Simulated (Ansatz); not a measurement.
# BSiH4O2F (SMILES OB(F)O[SiH3]): the vertical ionisation energy, rung by rung

The species is BSiH4O2F (9 atoms), meant as a singlet with charge 0. SMILES: `OB(F)O[SiH3]`. The coordinates come from a PBE0-D4/def2-TZVP relaxation. This is one conformer, not always the lowest.

Quantity: the vertical ionisation energy (to the doublet cation), in eV. The values are calculated.

```csv
level,kind,program,value (eV),CPU time (all runs)
PBE/6-31G* (spherical functions),GGA,Ansatz,10.72,17 s
r2SCAN/6-31G* (spherical functions),meta-GGA,Ansatz,11.04,31 s
B3LYP/6-31G* (Cartesian functions),global hybrid,Ansatz,11.22,20 s
wB97M-V/6-31G* (spherical functions),range-separated hybrid,Ansatz,11.55,2 min
B2PLYP/6-31G* (spherical functions),double hybrid,Ansatz,11.41,27 s
PBE-QIDH/6-31G* (spherical functions),double hybrid,Ansatz,11.83,33 s
MP2/6-31G* (spherical functions),perturbation theory,Ansatz,12.27,14 s
BCCD(T)/6-31G* (spherical functions),coupled cluster or CI,Ansatz,11.46,1.7 min
```

The values span 10.72 to 12.27 eV. CPU times are rough (shared hosts, several kinds of processor): they show what a rung costs within a factor of a few.

The coupled-cluster value of 11.46 eV lies well inside the spread, closely bracketed by B2PLYP at 11.41 eV and wB97M-V at 11.55 eV. PBE gives the lowest energy and MP2 the highest. From PBE through r2SCAN and B3LYP to wB97M-V the value rises, but B2PLYP breaks the sequence, so a more elaborate class of method does not simply mean a higher ionisation energy.

The electron probably leaves an oxygen lone-pair orbital, perhaps with some Si–H bonding character. Donation into the formally empty boron p orbital stabilises the oxygen π lone pairs, while fluorine's own lone pairs should lie deeper because of its greater electronegativity. The spread may reflect how differently the methods balance delocalisation of the hole over the two oxygens against its correlation and relaxation. The close agreement of B2PLYP and wB97M-V with coupled cluster does not establish the same accuracy against experiment, since a larger basis would probably raise the correlated values by recovering more of the neutral molecule's extra pair correlation.
